## Symmetry of the transition vector (Murrell–Laidler and McIver–Stanton theorems)

**Statement.** At a first-order saddle $x_0$ the mass-weighted Hessian $H$ has one negative eigenvalue, with eigenvector $v$, the transition vector. Let $G$ be the point group of $x_0$, each operation $g$ being combined with the permutation of like nuclei that restores $x_0$. Reactant R and product P are the distinct ends of the steepest-descent paths that leave along $\pm v$.

1. $v$ spans a real one-dimensional representation, $\chi(g)=\pm1$.
2. $\chi(g)=+1$ if $g$ leaves R or P unchanged (it then leaves both), and $\chi(g)=-1$ if $g$ interchanges them.
3. An operation of odd order cannot interchange R and P.
4. No operation can relate three equivalent valleys that leave one first-order saddle.

Rule 4 is due to Murrell and Laidler (1968), the selection rules to McIver and Stanton (1972, 1975). An odd axis may be present at the saddle, provided it maps each valley onto itself. A valley may still split further downhill.

**Proof.** The energy is invariant under $G$, so the real orthogonal matrices $\Gamma(g)$ acting on displacements commute with $H$. Then $\Gamma(g)v$ has the eigenvalue of $v$, and since that eigenspace is a line, $\Gamma(g)v=\pm v$ (rule 1). The gradient transforms with $\Gamma(g)$, so $g$ maps descent paths onto descent paths: each onto itself for $+$, onto the other for $-$ (rule 2). If $g^n=E$ then $\chi(g)^n=1$, which for odd $n$ forces $\chi=+1$ (rule 3). Only the directions $\pm v$ are available, so a third valley has none (rule 4). Explicitly, a symmetric $2\times2$ block commuting with a $120^\circ$ rotation is a multiple of the unit matrix, so that plane has two negative curvatures or none.

**Eclipsed ethane.** The saddle is $D_{3h}$. Twisting gives $D_3$ structures of opposite handedness on the two sides. $C_3$ and $C_2'$ preserve each side; $\sigma_h$, $\sigma_v$ and $S_3$ (order six, hence even) interchange them. So $v$ is $a_1''$. The Cartesian representation has character 24 under $E$, 4 under each of the three $\sigma_v$, and zero otherwise, so $n(a_1'')=(24-3\cdot4)/12=1$. No translation or rotation is $a_1''$. Symmetry therefore fixes $v$ completely: all six H move tangentially by equal amounts, the two methyls in opposite senses, and the carbons rest.

### Estimate by hand

Let $\tau$ be the torsion angle, zero when staggered and $\pi/3$ when eclipsed, and take $V=\tfrac12V_b(1-\cos3\tau)$, so that $V''=-\tfrac92V_b$ at the top. With reduced moment $I$ and $F=\hbar^2/2I$, energies in cm$^{-1}$,

$$\tilde\nu^2=2FV''=-9FV_b .$$

Each methyl has three masses of 1 u about 1 Å from the axis, giving 3 u Å$^2$; two equal tops turning against each other halve this to 1.5 u Å$^2$. Since $\hbar^2/(2\,\mathrm{u\,\mathring{A}^2})\approx16.9$ cm$^{-1}$, $F\approx11$ cm$^{-1}$. A barrier of about 1000 cm$^{-1}$ gives $\tilde\nu\approx3i\times105=315i$ cm$^{-1}$.

### Careful calculation

*Inertia.* With tangential displacements $\pm u$ at distance $\rho$ from the axis, $\delta\tau=2u/\rho$ and $T=\tfrac12(6m_{\rm H})\dot u^2=\tfrac12I\dot\tau^2$, so $I=\tfrac32m_{\rm H}\rho^2$ at the saddle geometry. The gradient vanishes there, so straight and curved displacements give the same curvature. Typical inputs $r_{\rm CH}=1.09$ Å, $\angle{\rm HCC}=111.6^\circ$ and $m_{\rm H}=1.008$ u give $\rho=r_{\rm CH}\sin\angle{\rm HCC}=1.013$ Å, $I=1.553$ u Å$^2$ and $F=10.855$ cm$^{-1}$.

*Curvature.* The C–C bond lengthens on eclipsing. Model its extension $q$ by

$$V(\tau,q)=Ws(1-\gamma q)+\tfrac12Kq^2,\qquad s=\tfrac12(1-\cos3\tau).$$

Setting $\partial V/\partial q=0$ gives $q=W\gamma s/K$, so $q^\ddagger=W\gamma/K$ at the saddle. With the relaxation energy $D=\tfrac12Kq^{\ddagger2}$ one has $W\gamma q^\ddagger=2D$, the barrier is $V_b=W-D$, and the relaxed profile is

$$V=Ws-Ds^2=\tfrac12V_b(1-\cos3\tau)+\tfrac18D(1-\cos6\tau).$$

At the saddle $\partial^2V/\partial\tau\,\partial q\propto\sin3\tau=0$, as required for an $a_1''$ and an $a_1'$ coordinate, and $\partial^2V/\partial\tau^2=-\tfrac92(W-2D)=-\tfrac92(V_b-D)$. Hence

$$\tilde\nu=3i\sqrt{F(V_b-D)} .$$

Typical inputs $V_b=1010$ cm$^{-1}$ (2.9 kcal/mol), $K=4.5$ mdyn/Å and $q^\ddagger=0.014$ Å give $D=22$ cm$^{-1}$ and $V_b-D=988$ cm$^{-1}$. The model's value is $\tilde\nu=311i$ cm$^{-1}$.

### Why the two differ by so little

The careful value lies 4 cm$^{-1}$, or 1.3 %, below the estimate in magnitude. The ratio factorises:

| Cause | Factor | Value |
|---|---|---|
| inertia and rounding of $F$ | $\sqrt{F/11}$ | 0.993 |
| rounding of the barrier | $\sqrt{V_b/1000}$ | 1.005 |
| C–C relaxation | $\sqrt{1-D/V_b}$ | 0.989 |
| product | | 0.987 |

The first two factors nearly cancel, leaving relaxation, which flattens the top at fixed barrier height. The closeness follows from the theorem. A hand estimate normally has to guess the reaction coordinate and its mass, but here $a_1''$ occurs once, so $H$ cannot mix $v$ with any stretch or bend. Other coordinates act only by shifting the geometry at which $I$ and the curvature are evaluated. Turning one methyl against a fixed partner would violate rule 2: that motion mixes $a_1''$ with the $a_2'$ overall rotation about the C–C axis, doubles $I$, and turns the estimate into $222i$ cm$^{-1}$.

Two omitted terms are comparable with the relaxation shift. Opening six HCC angles by about $0.4^\circ$ against roughly 0.7 mdyn Å/rad$^2$ each adds 5 cm$^{-1}$ to $D$ and lowers $|\tilde\nu|$ by 0.8 cm$^{-1}$. An intrinsic term $\tfrac12V_6(1-\cos6\tau)$ replaces $V_b-D$ by $V_b-D-4V_6$; an assumed $V_6=5$ cm$^{-1}$ lowers $|\tilde\nu|$ by 3 cm$^{-1}$. The last digit of $311i$ is therefore uncertain by several units.

The deposition precursor disilane has the same $D_{3h}$ saddle and the same unique $a_1''$ vector. Typical inputs $r_{\rm SiH}=1.49$ Å, $\angle{\rm HSiSi}=110^\circ$ and $V_b=420$ cm$^{-1}$ give $I=2.96$ u Å$^2$, $F=5.69$ cm$^{-1}$ and, with $D$ neglected, the model's $\tilde\nu=147i$ cm$^{-1}$.